**3d → 4p promotion energies from Sc to Ni: steps between HF, LDA, PBE and SCS-MP2**

The table holds energies of 3d → 4p promoted configurations above the ground configuration of neutral 3d atoms, from non-relativistic single-determinant PySCF calculations in aug-cc-pVDZ at the HF, LDA, PBE and valence SCS-MP2 levels. The program prints the differences between levels, splits the MP2 shift into opposite-spin and same-spin parts, and fits an exchange-pair counting model with a step after d5 and a Racah term to the rows that keep 4s². HF falls about 1.5 eV further below both PBE and MP2 in Co and Ni than in Sc, Ti and Mn, almost all of it opposite-spin correlation in MP2. For Cr, with all valence spins parallel, SCS-MP2 lies 0.49 eV below CCSD(T) and MP2 0.13 eV above it. The four-parameter model has rms residuals of 0.07 to 0.13 eV on five or six rows, misses Fe by about 0.3 to 0.4 eV when that row is held out, and fails by about 6 eV on Cr, which starts from 4s¹.

Energy of the configuration with one 3d electron promoted to 4p above the ground configuration in neutral 3d atoms, from differences of total energies (PySCF 2.14.0, aug-cc-pVDZ, non-relativistic, point nucleus). Each state uses one real unrestricted determinant in D2h with open shells at highest spin; SCS-MP2 valence keeps the 1s to 3p shells frozen.

## The fit in Python

```python
# Table: 3d->4p promotion energies (eV), neutral 3d atoms, PySCF, aug-cc-pVDZ, non-relativistic; HF, LDA, PBE, SCS-MP2(valence).
# Tested: steps between levels, opposite/same-spin split of MP2, exchange-pair counting model (+ Racah F-term).
T = {
    'species': ['Sc', 'Ti', 'Cr', 'Mn', 'Fe', 'Co', 'Ni'],
    'Z': [21, 22, 24, 25, 26, 27, 28],
    'N': [21, 22, 24, 25, 26, 27, 28],
    'config': ['[Ar] 3d1 4s2', '[Ar] 3d2 4s2', '[Ar] 3d5 4s1', '[Ar] 3d5 4s2', '[Ar] 3d6 4s2', '[Ar] 3d7 4s2', '[Ar] 3d8 4s2'],
    'final': ['[Ar] 4s2 4p1', '[Ar] 3d1 4s2 4p1', '[Ar] 3d4 4s1 4p1', '[Ar] 3d4 4s2 4p1', '[Ar] 3d5 4s2 4p1', '[Ar] 3d6 4s2 4p1', '[Ar] 3d7 4s2 4p1'],
    'hf': [3.12, 4.94, 2.06, 8.19, None, 5.57, 6.57],  # eV
    'lda': [4.02, 5.72, None, 9.42, 6.09, 7.87, 9.27],  # eV
    'pbe': [4.0, 5.64, None, 9.12, 6.06, 7.79, 8.97],  # eV
    'scs_mp2_valence': [3.06, 4.77, 2.37, 8.15, None, 6.99, 8.29],  # eV
}
import re
import numpy as np
sp = T['species']
n = {s: int(re.search(r'3d(\d+)', c).group(1)) for s, c in zip(sp, T['config'])}
L = {k: {s: v for s, v in zip(sp, T[k]) if v is not None} for k in ('hf', 'lda', 'pbe', 'scs_mp2_valence')}
hf, lda, pbe, scs = L.values()
# further outputs of the same runs (eV), not in the table
mp2 = dict(Sc=3.0829, Ti=4.8450, Cr=2.9931, Mn=8.6755, Co=6.9417, Ni=8.3463)
pbe0 = dict(Ti=5.5049, Mn=8.9472, Fe=5.5626, Co=7.3436, Ni=8.4901)
ccsd, ccsdt = 2.8417, 2.8646  # Cr only
oth = dict(Sc=[3.920, 4.011, 4.065], Ti=[5.505, 5.848, 5.751, 5.492, 5.421, 5.614],
           Mn=[8.947, 9.128, 8.796, 8.867, 8.886, 9.094], Fe=[5.563, 5.727, 5.258, 5.488, 5.796],
           Co=[7.344, 7.538, 7.625, 7.332, 7.736, 7.317], Ni=[8.490, 8.735, 9.307, 8.610, 8.920, 8.656])
d = lambda a, b, s: '%+6.2f' % (a[s] - b[s]) if s in a and s in b else '   n/a'
print('All energies eV. Rounding floor: 0.005 a value, 0.01 a difference or OS/SS part')
os_ = {s: ((scs[s] - hf[s]) - (mp2[s] - hf[s]) / 3) / (1.2 - 1 / 3) for s in mp2}
ss_ = {s: mp2[s] - hf[s] - os_[s] for s in mp2}
print('row PBE-HF LDA-PBE SCS-HF MP2-HF SCS-MP2 PBE-MP2 PBE-SCS |  OS  SS | dd pairs lost par,anti')
for s in sp:
    p = '%+5.2f %+5.2f' % (os_[s], ss_[s]) if s in os_ else '  n/a   n/a'
    print(s, d(pbe, hf, s), d(lda, pbe, s), d(scs, hf, s), d(mp2, hf, s), d(scs, mp2, s), d(pbe, mp2, s),
          d(pbe, scs, s), '|', p, '|', (n[s] - 1, 0) if n[s] <= 5 else (n[s] - 6, 5))
E, Lt = ['Sc', 'Ti', 'Mn'], ['Co', 'Ni']
for nm, f in (('PBE-HF', lambda s: pbe[s] - hf[s]), ('MP2-HF', lambda s: mp2[s] - hf[s]),
              ('OS part', os_.get), ('PBE-MP2', lambda s: pbe[s] - mp2[s])):
    a, b = np.mean([f(s) for s in E]), np.mean([f(s) for s in Lt])
    print('mean %s: Sc,Ti,Mn %+.2f  Co,Ni %+.2f  change %+.2f' % (nm, a, b, b - a))
print('Cr minus CCSD(T) %.2f: HF %+.2f SCS %+.2f MP2 %+.2f CCSD %+.2f; SS share needed %.0f%%' % (ccsdt,
      hf['Cr'] - ccsdt, scs['Cr'] - ccsdt, mp2['Cr'] - ccsdt, ccsd - ccsdt, 100 * (ccsdt - hf['Cr']) / ss_['Cr']))
print('row: functionals run min max spread | PBE0-PBE, (HF-PBE)/4, ratio')
rat = []
for s in oth:
    v = oth[s] + [lda[s], pbe[s]]; t = d(pbe0, pbe, s)
    if s in pbe0 and s in hf:
        q = (hf[s] - pbe[s]) / 4; rat.append((pbe0[s] - pbe[s]) / q); t += ' %+.2f %.2f' % (q, rat[-1])
    print(s, '%.2f %.2f %.2f |' % (min(v), max(v), max(v) - min(v)), t)
print('Mn->Fe: LDA %+.2f PBE %+.2f PBE0 %+.2f' % tuple(x['Fe'] - x['Mn'] for x in (lda, pbe, pbe0)))
for k, x in L.items():
    print('steps %s: Sc-Ti %+.2f Ti-Mn/3 %+.2f Mn-Co %+.2f Co-Ni %+.2f' % (k[:3], x['Ti'] - x['Sc'],
          (x['Mn'] - x['Ti']) / 3, x['Co'] - x['Mn'], x['Ni'] - x['Co']))
row = lambda s, m: [1, n[s] - 1, -float(n[s] > 5), 4.5 * (n[s] in (2, 7))][:m]
def fit(x, rows, m):
    A = np.array([row(s, m) for s in rows], float); y = np.array([x[s] for s in rows])
    p = np.linalg.lstsq(A, y, rcond=None)[0]
    return p, A @ p - y
print('Fit E=a+c(n-1)-S[n>5]+4.5B[n=2,7], 4s2 rows (Cr out: 4s1); residual=model-table')
for k, x in L.items():
    rows = [s for s in sp if s in x and s != 'Cr']
    r3 = fit(x, rows, 3)[1]; p, r = fit(x, rows, 4)
    print('%s N=%d a %.2f c %.2f S %.2f S/5 %.2f B %.3f rms %.2f (no B: rms %.2f, max %.2f)' % (k[:3], len(rows),
          p[0], p[1], p[2], p[2] / 5, p[3], np.sqrt(np.mean(r**2)), np.sqrt(np.mean(r3**2)), max(abs(r3))))
    print('   res', ' '.join('%s %+.2f' % z for z in zip(rows, r)), '| worst', rows[int(np.argmax(abs(r)))])
print('Same fit on common rows Sc,Ti,Mn,Co,Ni')
for k, x in list(L.items()) + [('mp2', mp2)]:
    p = fit(x, E + Lt, 4)[0]; fe = np.dot(row('Fe', 4), p); cr = np.dot(row('Cr', 4), p)
    print('%s S %.2f, Fe pred %.2f miss %s, Cr(n=5) miss %s' % (k[:3], p[2], fe, d({'Fe': fe}, x, 'Fe'), d({'Cr': cr}, x, 'Cr')))
print('rough HF for Fe from PBE0-PBE and mean ratio %.2f: %.2f' % (np.mean(rat), pbe['Fe'] + 4 * (pbe0['Fe'] - pbe['Fe']) / np.mean(rat)))
assert pbe['Fe'] < pbe['Mn'] and lda['Fe'] < lda['Mn']
assert abs(os_['Cr']) < 0.02
assert min(pbe[s] - hf[s] for s in Lt) > 2 * max(pbe[s] - hf[s] for s in E)
assert all(os_[s] > ss_[s] > 0 for s in Lt) and all(os_[s] < 0 for s in E)
```

Running it gives:

```
All energies eV. Rounding floor: 0.005 a value, 0.01 a difference or OS/SS part
row PBE-HF LDA-PBE SCS-HF MP2-HF SCS-MP2 PBE-MP2 PBE-SCS |  OS  SS | dd pairs lost par,anti
Sc  +0.88  +0.02  -0.06  -0.04  -0.02  +0.92  +0.94 | -0.05 +0.02 | (0, 0)
Ti  +0.70  +0.08  -0.17  -0.10  -0.08  +0.79  +0.87 | -0.16 +0.06 | (1, 0)
Cr    n/a    n/a  +0.31  +0.93  -0.62    n/a    n/a | -0.00 +0.93 | (4, 0)
Mn  +0.93  +0.30  -0.04  +0.49  -0.53  +0.44  +0.97 | -0.23 +0.72 | (4, 0)
Fe    n/a  +0.03    n/a    n/a    n/a    n/a    n/a |   n/a   n/a | (0, 5)
Co  +2.22  +0.08  +1.42  +1.37  +0.05  +0.85  +0.80 | +1.11 +0.26 | (1, 5)
Ni  +2.40  +0.30  +1.72  +1.78  -0.06  +0.62  +0.68 | +1.30 +0.47 | (2, 5)
mean PBE-HF: Sc,Ti,Mn +0.84  Co,Ni +2.31  change +1.47
mean MP2-HF: Sc,Ti,Mn +0.12  Co,Ni +1.57  change +1.46
mean OS part: Sc,Ti,Mn -0.15  Co,Ni +1.21  change +1.36
mean PBE-MP2: Sc,Ti,Mn +0.72  Co,Ni +0.74  change +0.02
Cr minus CCSD(T) 2.86: HF -0.80 SCS -0.49 MP2 +0.13 CCSD -0.02; SS share needed 86%
row: functionals run min max spread | PBE0-PBE, (HF-PBE)/4, ratio
Sc 3.92 4.07 0.15 |    n/a
Ti 5.42 5.85 0.43 |  -0.14 -0.17 0.77
Mn 8.80 9.42 0.62 |  -0.17 -0.23 0.74
Fe 5.26 6.09 0.83 |  -0.50
Co 7.32 7.87 0.55 |  -0.45 -0.55 0.80
Ni 8.49 9.31 0.82 |  -0.48 -0.60 0.80
Mn->Fe: LDA -3.33 PBE -3.06 PBE0 -3.38
steps hf: Sc-Ti +1.82 Ti-Mn/3 +1.08 Mn-Co -2.62 Co-Ni +1.00
steps lda: Sc-Ti +1.70 Ti-Mn/3 +1.23 Mn-Co -1.55 Co-Ni +1.40
steps pbe: Sc-Ti +1.64 Ti-Mn/3 +1.16 Mn-Co -1.33 Co-Ni +1.18
steps scs: Sc-Ti +1.71 Ti-Mn/3 +1.13 Mn-Co -1.16 Co-Ni +1.30
Fit E=a+c(n-1)-S[n>5]+4.5B[n=2,7], 4s2 rows (Cr out: 4s1); residual=model-table
hf N=5 a 3.16 c 1.27 S 5.54 S/5 1.11 B 0.096 rms 0.07 (no B: rms 0.21, max 0.33)
   res Sc +0.04 Ti -0.08 Mn +0.04 Co +0.08 Ni -0.08 | worst Ni
lda N=6 a 3.97 c 1.39 S 4.67 S/5 0.93 B 0.065 rms 0.13 (no B: rms 0.19, max 0.28)
   res Sc -0.05 Ti -0.07 Mn +0.12 Fe +0.17 Co +0.07 Ni -0.23 | worst Ni
pbe N=6 a 3.96 c 1.31 S 4.33 S/5 0.87 B 0.074 rms 0.09 (no B: rms 0.18, max 0.26)
   res Sc -0.04 Ti -0.04 Mn +0.08 Fe +0.12 Co +0.04 Ni -0.16 | worst Ni
scs N=5 a 3.13 c 1.27 S 3.88 S/5 0.78 B 0.053 rms 0.11 (no B: rms 0.15, max 0.27)
   res Sc +0.07 Ti -0.13 Mn +0.07 Co +0.13 Ni -0.13 | worst Ni
Same fit on common rows Sc,Ti,Mn,Co,Ni
hf S 5.54, Fe pred 3.95 miss    n/a, Cr(n=5) miss  +6.17
lda S 4.37, Fe pred 6.46 miss  +0.37, Cr(n=5) miss    n/a
pbe S 4.10, Fe pred 6.34 miss  +0.28, Cr(n=5) miss    n/a
scs S 3.88, Fe pred 5.61 miss    n/a, Cr(n=5) miss  +5.85
mp2 S 4.68, Fe pred 5.44 miss    n/a, Cr(n=5) miss  +5.74
rough HF for Fe from PBE0-PBE and mean ratio 0.78: 3.51
```
